**Q:** I want to use computed band gaps of ZnSe for a crystal under pressure. How far does the gap move, and may I simply multiply one coefficient by my pressure?

**A:** Near the unstrained cell, the gap computed with PBE opens by about 40 meV for each percent of volume squeezed out, or about 60 meV for each GPa. Multiplying the second figure by the pressure added to that cell is safe only for a few GPa: after 4.6 GPa the result is about 0.03 eV too high.

PBE calculations with Ansatz 0.2.0 for zinc-blende ZnSe, its r²SCAN lattice strained hydrostatically, using plane waves and PAW potentials without spin–orbit coupling. The cutoff is 420 eV, the k mesh 8×8×8 and the Fermi–Dirac smearing width 0.02 eV. The least direct gap is the smallest one between filled and empty bands at the same k point.

| volume (Å³/atom) | shortest distance (Å) | band gap (eV) | least direct gap (eV) |
| --- | --- | --- | --- |
| 19.292 | 2.323 | 1.988 | 1.988 |
| 19.483 | 2.330 | 1.945 | 1.945 |
| 20.104 | 2.355 | 1.807 | 1.807 |
| 20.739 | 2.379 | 1.673 | 1.673 |
| 21.341 | 2.402 | 1.552 | 1.552 |
| 21.387 | 2.404 | 1.543 | 1.543 |
| 22.049 | 2.428 | 1.416 | 1.416 |
| 22.723 | 2.453 | 1.294 | 1.294 |
| 23.412 | 2.477 | 1.176 | 1.176 |
| 24.114 | 2.502 | 1.061 | 1.061 |
| 24.831 | 2.527 | 0.951 | 0.951 |
| 25.561 | 2.551 | 0.845 | 0.845 |

The unstrained cell is the one at 22.723 Å³/atom. Its lattice comes from another functional, r²SCAN, so PBE finds it under a pressure of about 2 GPa.

**Q:** How would I notice from the numbers that the coefficient has stopped working?

**A:** Take the slope from the cells within 1 % linear strain and extend it from the unstrained cell as a straight line in pressure. At 17.8 GPa, in the most compressed cell, 15.6 GPa above the unstrained one, the line puts the gap 0.24 eV too high, about a third of the actual rise from the unstrained cell. In the most stretched cell it is also too high, by 0.09 eV. A wrong slope would err in opposite directions on the two sides. An error of the same sign on both means that the true curve bends.

**Q:** Real ZnSe isn't even zinc blende at 17.8 GPa, is it?

**A:** No, it turns into the rocksalt structure at roughly 13 GPa (a recalled value). The two most compressed cells therefore describe zinc blende held in place beyond its range. The failure doesn't depend on them, though: at 12.8 GPa, 10.6 GPa above the unstrained cell, the straight line is already 0.13 eV too high.

**Q:** Why does it bend? Do the electrons respond differently in a squeezed crystal?

**A:** Only a little. Write $E$ for the gap, $V$ for the volume, $P$ for the pressure and $B=-dP/d\ln V$ for the bulk modulus, the resistance to compression. Then

$$\frac{dE}{dP}=-\frac{1}{B}\,\frac{dE}{d\ln V}.$$

From the stretched end to the compressed end, the fall of the gap per unit of $\ln V$ grows modestly, from 3.7 to 4.4 eV. The bulk modulus grows from 44 to 120 GPa. The coefficient thus shrinks because the crystal stiffens, so that each further GPa removes less volume. The gap's slightly stronger response to volume works the other way, but offsets only a small part of this.

**Q:** So I should think in volumes. What makes the gap follow the volume?

**A:** The accepted picture of such semiconductors starts from the bonds. The lowest empty level is an antibonding combination of s orbitals, and the highest filled one is made mainly of Se p orbitals in a bonding combination. Shorter bonds strengthen the coupling between neighbours, which drives these two levels apart. The filled Zn 3d levels are expected to work the other way, since they repel the Se p levels upward more strongly as the bonds shorten. The coupling scales roughly as $1/d^2$, with $d$ the shortest distance, just as the kinetic energy of an electron confined to a length $d$ does.

**Q:** Can that be turned into a number for a cell far from the unstrained one?

**A:** Yes, with the same small-strain slope as before. Set $E=A+C/d^2$. Since $V$ grows as $d^3$, the slope is $dE/d\ln V=-\tfrac{2}{3}\,C/d^2$. Near the unstrained cell it equals −4.0 eV, so $C/d_0^2=1.5\times4.0=6.0$ eV, where $d_0=2.453$ Å.

In the most compressed cell $d=2.323$ Å, and $(d_0/d)^2-1=0.115$. The gap should therefore rise by $6.0\times0.115=0.69$ eV, from 1.29 to 1.98 eV. The calculation gives 1.99 eV, for a cell that took no part in fixing the slope.

**Q:** Is one good hit enough to trust the rule?

**A:** It holds for the other cells too: the rule stays within about 4 meV of every computed gap, as the output below shows. A straight line in $\ln V$ drifts off by up to 40 meV, because it keeps the slope fixed, while the computed slope grows under compression. The agreement supports $1/d^2$ as a rule for the gap over this range. It doesn't prove the orbital picture: $C$ is fitted to the slope, and $A$ comes out near −4.7 eV, so the rule is best kept to the volumes tested. In a polar crystal the splitting of two levels isn't simply proportional to their coupling, and one would also have to look at the composition of the levels. In practice, convert pressure to volume with an equation of state first, and then read off the change of the gap. Count the pressure from the same cell as the gap, since PBE's own curve already puts about 2 GPa on the unstrained one.

**Q:** With such a smooth and simple law, surely the gaps themselves are right?

**A:** They are badly wrong, and the smoothness hides it. The measured gap at room temperature is roughly 2.7 eV (a recalled value), while the unstrained cell has 1.29 eV, less than half. If you added the same amount to every gap in the table, every difference and every slope would stay as it is. An error of that kind shows up only against a value from outside the series.

**Q:** Couldn't PBE just have the wrong lattice? You said that it finds your reference cell under pressure.

**A:** That is a real error, but a small one here. Left to itself, PBE would expand the crystal to 23.56 Å³/atom, where the gap is 1.15 eV. Going back to the unstrained cell, which is close to the measured size, recovers only 0.14 eV. Even the most compressed cell, with 15 % less volume, remains 0.7 eV short of the measured value.

**Q:** Then is something else missing from the calculation?

**A:** Spin–orbit coupling is missing, but it would split the valence top and lower the computed gap further, by roughly 0.1 eV. Atomic vibrations are missing as well. They reduce the measured gap, so a comparison with motionless atoms would make the shortfall larger. Both corrections point the wrong way, which leaves the functional as the main cause.

**Q:** What does the functional get wrong?

**A:** Theory names two faults. A measured gap compares the cost of removing an electron with the gain from adding one. In exact theory, the exchange-correlation potential jumps when an electron is added to the filled bands, and that jump is part of the gap. The band energies of a functional like PBE don't contain it.

The second fault is that each electron partly repels itself. This hurts compact shells most, so the Zn 3d levels lie too high, too close to the Se p levels, and push the valence top up. The table can't tell how much of the shortfall belongs to each fault.

**Q:** Would a series with a hybrid functional cure both of your failures?

**A:** It would cure one at best. Mixing in exact exchange usually raises the gaps of such semiconductors strongly, so much of the missing gap should return. The straight line in pressure would still fail, because a crystal stiffens under compression whichever functional describes it. PBE alone also leaves open whether its slope with volume is as good as it is smooth; 3d levels that lie too high could well make it too small. A hybrid series would offer a comparison, but the real test is the gap measured under pressure.

Output of the analysis:

```
Small-strain slope extended, predicted less computed gap in eV:
     row  pressure GPa  line in pressure  line in ln V  line in 1/d2
  19.292         17.78            0.2405      -0.03905     -0.001977
  19.483         16.53            0.2088      -0.03547     -0.002798
  20.104         12.85            0.1258      -0.02301     -0.002457
  20.739         9.622           0.06625      -0.01344     -0.002078
  21.341         6.986           0.02912     -0.006932     -0.001607
  21.387         6.802           0.02704     -0.006548     -0.001584
  22.049         4.342          0.006461     -0.001521    -0.0003039
  22.723         2.201                 0             0             0
  23.412         0.342          0.006461     -0.001521     -0.000339
  24.114        -1.268           0.02489     -0.004733    -8.653e-05
  24.831        -2.656           0.05157      -0.01197     -0.001677
  25.561        -3.849           0.08601      -0.02191     -0.003906
Fall of gap per unit ln V, compressed end, eV: 4.39
Fall of gap per unit ln V, near unstrained cell, eV: 4.001
Fall of gap per unit ln V, expanded end, eV: 3.707
Bulk modulus, compressed end, GPa: 119.6
Bulk modulus, near unstrained cell, GPa: 66.69
Bulk modulus, expanded end, GPa: 44.3
Pressure coefficient of gap, compressed end, meV/GPa: 36.72
Pressure coefficient of gap, near unstrained cell, meV/GPa: 60
Pressure coefficient of gap, expanded end, meV/GPa: 83.68
Volume at zero PBE pressure, A3/atom: 23.56
Gap at zero PBE pressure, eV: 1.152
Gain in gap from that volume to the unstrained cell, eV: 0.1424
Shortfall against rough 2.7 eV at zero PBE pressure, eV: 1.548
Shortfall in the unstrained cell, eV: 1.406
Shortfall in the most compressed cell, eV: 0.712
Volume reduction of the most compressed cell, percent: 15.1
```
